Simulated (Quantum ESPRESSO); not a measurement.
# Band gap of the SnS0.8Se1.2 random alloy in Quantum ESPRESSO: effect of functional, relaxed cell, cutoff and k-mesh

A photodetector or transistor channel made from a layered tin sulfide selenide is designed around its band gap, which sets the absorption threshold and the off-state leakage. Before we use a computed gap for SnS0.8Se1.2 in a device model, we need to know how far it moves with the functional and the numerical settings. The quantity here is the lowest difference between empty and filled Kohn-Sham levels on the k-mesh of a 12-atom cell. We compare levels of calculation with one another, since the table holds no measured gap. The cell has 3 S among 8 chalcogen atoms, a sulfur share of 0.375 against the nominal 0.4, in a single arrangement.

## Computational details

The cell: 2x2x1 conventional cells of the SnSe2 type (12 atoms: 3 S, 5 Se, 4 Sn); Se/S share their sites, the best of 600 random draws by like-pair counts in two shells; start lattice by linear mixing of the end members' cells; atoms moved at random by 0.02 Å. Each row takes its levels at the cell given in the lattice columns, relaxed at its own level unless its name says otherwise. Program: Quantum ESPRESSO 7.5; GBRV 1.5 ultrasoft pseudopotentials, PseudoDojo 0.4.1 norm-conserving pseudopotentials and fully relativistic PseudoDojo norm-conserving pseudopotentials (fr-pbe-0.4); no spin polarisation, no spin-orbit coupling unless named. The same in all rows: atoms in the cell: 12.0000; composition of the cell: Sn4Se5S3.

Notes on method and selection:

- A finite supercell with one arrangement stands for the random alloy; its composition is rounded to whole atoms.
- The lattice is static: no zero-point motion and no thermal expansion, which in most solids lengthen room-temperature lattice constants by a few tenths of a per cent.
- Runs that didn't converge or were made unsound on purpose aren't shown.
- Semilocal gaps usually lie under measured ones; optical edges also hold excitons, phonon shifts and band filling, which the runs lack.
- The zone folds in a supercell, so the lowest gap doesn't tell direct from indirect, and edges off the mesh are missed.
- Rows that restart from another level's relaxed cell stop once the stress is under the tolerance, so small changes are hidden.
- Runs that did not converge, have known faults or may not be shown are not listed, and runs on Ansatz's PAW sets soft_1 and soft_2 are kept to separate tables.

Columns:

- a (Å): lattice constant a of the mean conventional cell at which the levels were taken.
- c (Å): lattice constant c of the mean conventional cell.
- k-mesh: k-point mesh.
- gap (eV): lowest gap between filled and empty Kohn-Sham levels on the k-mesh of the supercell.

## Numbers

```
member                                                                                                                                      a (Å)   c (Å)   k-mesh  gap (eV)
PBE, GBRV ultrasoft potentials, cutoffs 24/120 Ry, from the PBE cell, 12 atoms, 3×3×4                                                       3.6525  5.7203  3×3×4   0.611
LDA, GBRV ultrasoft potentials, cutoffs 40/200 Ry, 12 atoms, 3×3×4                                                                          3.7354  5.8776  3×3×4   0.621
PBE+D3(BJ), GBRV ultrasoft potentials, cutoffs 40/200 Ry, 12 atoms, 3×3×4                                                                   3.7745  5.9987  3×3×4   0.727
PBE+D3(BJ), GBRV ultrasoft potentials, cutoffs 40/200 Ry, atoms relaxed in the measured cell, 12 atoms, 3×3×4                               3.7700  6.0500  3×3×4   0.716
HSE06, PseudoDojo norm-conserving potentials, cutoffs 78/312 Ry, single point at the pbed3 geometry, 12 atoms, 1×1×2                        3.7745  5.9987  1×1×2   1.514
PBE, GBRV ultrasoft potentials, cutoffs 40/200 Ry, from the PBE cell, 12 atoms, 2×2×2                                                       3.8346  6.6227  2×2×2   0.810
PBEsol, GBRV ultrasoft potentials, cutoffs 40/200 Ry, from the PBE+D3(BJ) cell, 12 atoms, 3×3×4                                             3.7533  6.1922  3×3×4   ?
PBE, GBRV ultrasoft potentials, cutoffs 52/260 Ry, from the PBE cell, 12 atoms, 3×3×4                                                       3.7975  6.4576  3×3×4   0.767
PBE, fully relativistic PseudoDojo potentials, cutoffs 86/344 Ry, single point at the pbed3 geometry, spin-orbit coupling, 12 atoms, 1×1×2  3.7745  5.9987  1×1×2   0.854
PBE, GBRV ultrasoft potentials, cutoffs 40/200 Ry, 12 atoms, 3×3×4                                                                          3.8138  6.4591  3×3×4   0.776
```

Cells marked ? are withheld until the estimate has been made.

## Reading the trend

The largest step comes with the hybrid functional. HSE06 gives 1.514 eV, while the seven rows with GBRV potentials and a semilocal functional lie between 0.611 and 0.810 eV. The fairest partner for HSE06 is the spin-orbit PBE row, which has the same geometry and the same 1×1×2 mesh: 1.514 − 0.854 = 0.660 eV. That difference also contains spin-orbit coupling, probably about 0.1 eV or less, so most of it is due to screened exact exchange, which pushes filled and empty levels apart.

The spin-orbit row lies 0.854 − 0.727 = 0.127 eV above PBE+D3(BJ) at the same geometry. Spin-orbit coupling normally raises the top of a chalcogen p band and narrows the gap, so the sign points to the coarser mesh, which can miss a band edge, or to the change of potentials.

Among the seven GBRV rows the gap rises with the lattice constant $a$ without exception, though unevenly. Dispersion acts here only through the geometry, because D3 adds an energy that depends on atomic positions and leaves the Kohn-Sham potential unchanged. Going from PBE to PBE+D3(BJ) shortens $c$ by 6.4591 − 5.9987 = 0.4604 Å and $a$ by 3.8138 − 3.7745 = 0.0393 Å, and lowers the gap by 0.776 − 0.727 = 0.049 eV. A likely cause is that closer chalcogen contacts broaden the bands and bring their edges together. Shorter Sn–chalcogen bonds would act the other way, by raising the antibonding conduction states.

Cutoffs seem to matter mainly through the cell, though no rows compare them at a fixed cell. PBE at 24/120 Ry gives 0.611 eV in a strongly contracted cell that keeps a large stress, a numerical fault and not a property of the alloy. Between 40/200 and 52/260 Ry the gap changes by only 0.009 eV.

## Prediction

Plain estimates from the members shown:

- PBEsol, GBRV ultrasoft potentials, cutoffs 40/200 Ry, from the PBE+D3(BJ) cell, 12 atoms, 3×3×4, mean of the 9 members shown: 0.822 eV, standard deviation 0.26

The mean of all members, 0.822 eV, is pulled up by HSE06 and by the coarse-mesh spin-orbit row, so we do not use it for PBEsol. We interpolate in $a$ between the LDA and PBE+D3(BJ) rows, which share the potentials, cutoffs and mesh of the PBEsol row and bracket its $a$ of 3.7533 Å. The choice also suits the functional, since PBEsol has a weaker gradient correction than PBE and so stands between LDA and PBE.

The slope is (0.727 − 0.621) / (3.7745 − 3.7354) = 2.71 eV/Å. The estimate is then 0.621 + 2.71 × (3.7533 − 3.7354) = 0.670 eV.

As a trial, the same construction between LDA and plain PBE predicts 0.621 + (0.776 − 0.621) × (3.7745 − 3.7354) / (3.8138 − 3.7354) = 0.698 eV for PBE+D3(BJ), against 0.727 eV in the table, a miss of 0.727 − 0.698 = 0.029 eV. We take 0.03 eV as the error, although a single trial fixes it only loosely.

The $c$ of the PBEsol cell, 6.1922 Å, lies outside the bracket. If the whole gap difference between PBE+D3(BJ) and PBE were assigned to $c$, the slope would be 0.049 / 0.4604 = 0.106 eV/Å, and the extra 6.1922 − 5.9987 = 0.1935 Å beyond the PBE+D3(BJ) cell would add 0.021 eV. This is within the error, so we apply no shift.

**Committed estimate, PBEsol, GBRV ultrasoft potentials, cutoffs 40/200 Ry, from the PBE+D3(BJ) cell, 12 atoms, 3×3×4: gap = 0.67 ± 0.03 eV.**

## Check

```
member                                                                                           a (Å)   c (Å)   k-mesh  gap (eV)
PBEsol, GBRV ultrasoft potentials, cutoffs 40/200 Ry, from the PBE+D3(BJ) cell, 12 atoms, 3×3×4  3.7533  6.1922  3×3×4   0.692
```

```
member                                                                                           estimate   gap (eV)  computed  estimate − computed  miss in error bars
PBEsol, GBRV ultrasoft potentials, cutoffs 40/200 Ry, from the PBE+D3(BJ) cell, 12 atoms, 3×3×4  committed  0.670     0.692     −0.022               0.7
PBEsol, GBRV ultrasoft potentials, cutoffs 40/200 Ry, from the PBE+D3(BJ) cell, 12 atoms, 3×3×4  mean       0.822     0.692     +0.130
```

The estimate of 0.670 eV lies 0.022 eV below the computed 0.692 eV, inside the error bar of 0.03 eV. The mean of the other members misses by 0.130 eV, mainly because it includes the HSE06 row.

Interpolating in $a$ between LDA and PBE+D3(BJ) gave a good estimate here. The two end rows also differ in functional and in $c$, so our slope of 2.71 eV/Å isn't the effect of $a$ alone, and the hit doesn't show that $a$ sets the gap. With PBEsol added, the gap still rises with $a$ through all eight GBRV rows.

Our emphasis on the layer spacing fared less well. PBEsol has a longer $c$ than PBE+D3(BJ), 6.1922 against 5.9987 Å, yet its gap is 0.727 − 0.692 = 0.035 eV smaller. A shorter $c$ therefore can't by itself explain the order of the gaps across these rows. The shift of 0.021 eV for $c$ that we left out would have brought the estimate to 0.670 + 0.021 = 0.691 eV, but it rested on assigning the whole PBE to PBE+D3(BJ) difference to $c$, so the close match is weak support for it. In-plane compression, which broadens the chalcogen p bands and can raise the valence edge, may contribute to the order in $a$. The table can't single it out, because the functional, $c$, the cutoffs or the mesh change along with $a$.

## Exceptions

HSE06 stands farthest out, 1.514 − 0.727 = 0.787 eV above PBE+D3(BJ) at the same geometry. Screened exact exchange is the likeliest reason for most of this, with a smaller part from the coarse 1×1×2 mesh and the different potentials.

The spin-orbit row is 0.127 eV above PBE+D3(BJ), although spin-orbit coupling normally narrows such a gap. The likeliest reason is again the mesh: with a single in-plane point, a valence edge away from that point is missed and the gap comes out too wide.

The PBE row at 24/120 Ry has a gap 0.776 − 0.611 = 0.165 eV below PBE at 40/200 Ry. Its low cutoff leaves a large stress and a cell with $a$ too short by 3.8138 − 3.6525 = 0.1613 Å, so the low gap is a numerical fault.

The 2×2×2 row is only 0.810 − 0.776 = 0.034 eV above the PBE row with 3×3×4 levels, but its $c$ is 6.6227 − 6.4591 = 0.1636 Å longer. The k-mesh column names the mesh of the levels only. The 2×2×2 cell was relaxed on that same mesh, whereas the relaxations behind the 3×3×4 rows used fewer points along $c$ than their levels did. The two PBE rows thus differ in the mesh of the relaxation as well as in that of the levels, and no row shows how far a denser relaxation mesh would move the cells. Plain PBE binds the layers weakly, and this relaxation gave an optimiser warning, so the shift can't be read as a pure mesh effect. The PBEsol relaxation gave the same warning, though both ended as converged.

## Rules of thumb and their limits

For GBRV potentials and semilocal functionals, with $a$ between 3.7533 and 3.8346 Å, the gaps in the table are summed up by $E = 0.692 + 1.39\,(a - 3.7533)$, in eV and Å, drawn through the PBEsol and PBE 40/200 Ry (3×3×4) rows, with the slope (0.776 − 0.692) / (3.8138 − 3.7533) = 1.39 eV/Å. The other four rows in this range are met within 0.02 eV. LDA falls about 0.05 eV below the line and the 24/120 Ry row about 0.06 eV above it. The typical miss over the six rows not used to draw it is 0.03 eV, against a scatter of 0.07 eV about the GBRV mean. The line runs from one functional to another and between cells of different $c$, so its slope doesn't tell how the gap responds to in-plane strain. The PBE rows at 40/200 Ry (3×3×4) and 52/260 Ry, which have nearly the same $c$, give only (0.776 − 0.767) / (3.8138 − 3.7975) = 0.55 eV/Å, and even they differ in cutoff.

For a detector, $\lambda = 1240/E$ (nm, eV) turns 0.727 eV into about 1.7 µm and the HSE06 gap into about 0.82 µm. These are only rough scales for the absorption edge, since the lowest gap may be indirect and excitons are left out. The choice between a semilocal and a hybrid functional thus matters far more than a change between sound cutoffs.

No omitted effect is expected to exceed the spread of the whole table. Lattice vibrations, which usually lower a gap by roughly 0.1 eV at room temperature, can match or exceed the scatter of the GBRV rows.

[Logs are printed without paths, hosts, clocks, repeated set-up lines and the standing remarks that a program may print on its own settings, such as how far it seeks lower states.]
